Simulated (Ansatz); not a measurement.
# Exchange couplings and ordering temperature of ferromagnetic R-3m NaNiO2 under biaxial strain, LDA+U with U = 3.6 eV on Ni

A layered nickelate grown as a thin film takes up part of the in-plane spacing of its substrate, and a magnetic device built on it needs to know whether that strain strengthens or weakens the order. We follow this for NaNiO2 in the R-3m structure with ferromagnetic order imposed. The Ni layers are stretched or compressed by up to 4 % against the unstrained cell, while the length along c is held. For each strain we calculate the exchange couplings of two Ni–Ni shells, both within the layers, and the ordering temperatures that follow from the full set of couplings. A positive coupling favours parallel moments. The comparison is between strains at one level of theory, not with experiment.

## Computational details

One crystal, NaNiO2 (R-3m), in a magnetic cell of 4 atom(s), 1 counted as magnetic (Ni), from cells of the Materials Project database (relaxed there by DFT); atoms are fixed and move with the cell. Ansatz 0.2.0, plane waves with its default PAW datasets, cutoff 420 eV, collinear spins without spin-orbit coupling, Fermi-Dirac smearing of 0.1 eV. The k mesh is 10×10×10 and the sums for the couplings run over 10×10×10. Functional: LDA with Dudarev U (eV) Ni 3.6. Every run keeps the ferromagnetic pattern of signs of the first run. The couplings are taken at constrained moments: the directions are held and the rest of the density and field relaxes in linear response. Runs that did not converge or carry a known fault are not listed.

Notes on method and selection:

- J is defined by E = -sum over ordered pairs (each pair twice) of J e_i.e_j with unit vectors e, a classical Heisenberg model without biquadratic or multi-spin terms, so J > 0 favours parallel moments and the moment's size is inside J.
- All temperatures are for classical unit spins; for spin S a quantum mean-field treatment is higher by (S+1)/S. Mean field neglects fluctuations and lies above the Tyablikov (random-phase) and Monte Carlo values.
- The ferromagnetic order is the lowest of a few collinear starts in the unstrained cell and is kept under strain without a new comparison, so it need not be the true ground state; spin-orbit coupling is left out.
- The mean-field temperature is left blank where it belongs to another wavevector than in the first run.
- Ansatz's own search for a lower self-consistent state was switched off in these runs, so a run may rest in a state that is not the lowest for its pattern of moments.
- Where several measured values exist, one near their median is shown, and none where they scatter widely or belong to another phase or kind of order.
- The shells shown are the strongest of the first run whose pairs agree within a shell.
- For crystals with 4f or 5f elements only couplings at constrained moments are used, since rigid ones can be several times too large.
- Runs that did not converge, have known faults or may not be shown are not listed, and runs on Ansatz's PAW sets soft_1 and soft_2 are kept to separate tables.

Columns:

- strain (%): biaxial strain normal to the conventional c, the length along it held, change of length against the unstrained cell.
- moment (μB): largest spin moment inside an atomic sphere.
- pair length (Å): mean length of the pairs that lie 5.89 Å apart in the first cell.
- gap on mesh (eV): band gap on the run's k mesh by the count of bands (negative: bands overlap, a metal).
- Tyablikov T (K): Tyablikov (random-phase) ordering temperature from the same couplings.
- J at 5.89 Å (meV): mean J of the Ni–Ni pairs that lie 5.89 Å apart in the first cell (6 such neighbours an atom).
- J at 2.95 Å (meV): mean J of the Ni–Ni pairs that lie 2.95 Å apart in the first cell (6 such neighbours an atom).
- mean-field T (K): mean-field ordering temperature, 2/(3 kB) times the largest J(q) over wavevectors and sublattice modes.

## Computed values

```
member  strain (%)  moment (μB)  pair length (Å)  gap on mesh (eV)  Tyablikov T (K)  J at 5.89 Å (meV)  J at 2.95 Å (meV)  mean-field T (K)
−4 %    −4          0.908        5.655            −0.802            214              3.72               2.509              284.8
−2 %    −2          0.936        5.773            −0.773            212              3.31               2.770              280.9
+0 %    0           0.965        5.890            −0.742            209              2.97               2.915              275.3
+2 %    2           ?            ?                −0.712            ?                ?                  ?                  ?
+4 %    4           1.034        6.126            −0.670            198              2.47               2.875              257.4
```

Cells marked ? are withheld until the estimate has been made.

## What drives the series

Tension weakens the ferromagnetism. From −4 % to +4 % the mean-field temperature falls from 284.8 to 257.4 K and the Tyablikov temperature from 214 to 198 K.

The two shells behave differently. The coupling at 5.89 Å falls at every step shown, from 3.72 to 2.47 meV, and the fall slows: (2.97 − 3.31) / 2 = −0.17 meV per % just below zero strain, (2.47 − 2.97) / 4 = −0.125 meV per % above it. The coupling at 2.95 Å rises from 2.509 to 2.915 meV at zero strain and is slightly lower, 2.875 meV, at +4 %.

With six neighbours in each shell, the mean-field temperature from these shells alone is T = 2 × 6 × (sum of the two J) / (3 kB), with kB = 0.08617 meV/K. Between the end strains the longer coupling takes away 58 K and the shorter one gives back 17 K. The net loss of 41 K exceeds the tabled 27 K, so pairs not tabled return about 14 K.

The longer coupling probably runs along Ni–O–O–Ni paths within the layer, which bend at the oxygens. Low-spin Ni³⁺ has one electron in two e_g orbitals, which point at the oxygens. Hopping through a partly filled e_g band favours parallel spins, and it weakens as the Ni–O and O–O distances grow. The band overlap shrinks from 0.802 to 0.670 eV, as expected for narrower bands. The Ni moment grows meanwhile from 0.908 to 1.034 μB, which by itself would raise J. For the shorter pairs, a possible cause of the rise is an antiferromagnetic contribution that fades with distance.

Real NaNiO2 is an insulator with a Jahn–Teller distortion at room temperature and below, and its ferromagnetic layers are stacked antiparallel. The calculated temperatures therefore belong to the undistorted metallic ferromagnet and not to the material as it orders.

## An estimate before looking

Plain estimates from the members shown:

- +2 %, straight-line interpolation between +0 % and +4 %: w = (2 − 0) / (4 − 0) = 0.500, so 2.97 + 0.500 × (2.47 − 2.97) = 2.72 meV

The straight line between 0 % and +4 % gives 2.72 meV at +2 %. It should lie slightly too high, because hopping through the oxygens decays with distance along a curve that flattens, and the rows show this flattening.

We take the curvature from the rows at −2 %, 0 % and +4 %. The slope changes from −0.170 to −0.125 meV per %, which gives a quadratic coefficient of (−0.125 + 0.170) / 6 = 0.0075 meV per %². At +2 % the shift from the straight line is 0.0075 × (2 − 0) × (2 − 4) = −0.03 meV, so the estimate is 2.72 − 0.03 = 2.69 meV.

The row at −4 % was not used and serves as a test. The same parabola gives 2.97 + 0.125 × 4 + 0.0075 × 4 × 8 = 3.71 meV there, against 3.72 meV in the table, although this point lies outside the fitted range.

The band overlap at +2 %, 0.712 eV, fits smoothly between its neighbours and gives no sign of a different electronic state, so no further shift is made.

For the error we use the dependence on the form of the curve. An exponential through the same two neighbours gives √(2.97 × 2.47) = 2.71 meV, which is 0.02 meV higher. This is also larger than the miss of 0.01 meV in the test, and we take 0.02 meV as one standard deviation.

**Committed estimate, +2 %: J at 5.89 Å = 2.69 ± 0.02 meV.**

## Outcome

```
member  strain (%)  moment (μB)  pair length (Å)  gap on mesh (eV)  Tyablikov T (K)  J at 5.89 Å (meV)  J at 2.95 Å (meV)  mean-field T (K)
+2 %    2           0.998        6.008            −0.712            204              2.70               2.944              267.3
```

```
member  estimate       J at 5.89 Å (meV)  computed  estimate − computed  miss in error bars
+2 %    committed      2.69               2.70      −0.01                0.5
+2 %    interpolation  2.72               2.70      +0.02
```

The estimate of 2.69 ± 0.02 meV lies 0.01 meV below the computed 2.70 meV, inside its error bar. The straight line gave 2.72 meV and missed by 0.02 meV. The expected flattening is therefore present, though small. The exponential gave 2.71 meV and came equally close, so the result favours neither form of curve.

The result agrees with hopping that weakens as the layers are stretched, but any coupling that decays smoothly with distance would have passed the same test. It doesn't single out the Ni–O–O–Ni path.

One of our earlier arguments needs correcting. We said that the growing Ni moment would by itself raise J. The total moment of the cell stays at the same whole number at every strain, as in a half-metal, and the oxygen moments turn against Ni under tension. The growth is thus a redistribution between Ni and oxygen, not a larger total spin, and gives no clear reason for a stronger coupling.

## Exceptions

None of the five strains stands out. The coupling at 2.95 Å is largest at +2 %, with 2.944 meV, but its successive changes, 2.770 − 2.509 = 0.261, 2.915 − 2.770 = 0.145, 2.944 − 2.915 = 0.029 and 2.875 − 2.944 = −0.069 meV, show a gradual turn and not a stray point.

## Rules of thumb and their limits

Between −4 and +4 %, tension lowers the ordering temperature at every step. The mean-field value falls by (284.8 − 275.3) / 4 = 2.4 K per % on the compressed side and by (275.3 − 257.4) / 4 = 4.5 K per % on the stretched side, where the shorter coupling barely rises and then falls, so that it no longer makes up for part of the loss in the longer one. At 2 % tension the table gives 8.0 K, or 2.9 %, less than without strain. This holds for a fixed length along c, whereas a real film would also relax in that direction. A strain between the rows can be interpolated to about 0.02 meV in the longer coupling.

The absolute temperatures are less certain than the 27 K spread. Quantum spins of ½ would raise the mean-field temperatures by a factor of (½ + 1) / ½ = 3. The Jahn–Teller distortion, left out here, probably acts the other way, since it localises the e_g electron and so removes the hopping through a partly filled band. Real NaNiO2 does order far below the temperatures calculated here, but these runs can't tell how much of that is due to the distortion.

[Logs are printed without paths, hosts, clocks, repeated set-up lines and the standing remarks that a program may print on its own settings, such as how far it seeks lower states.]
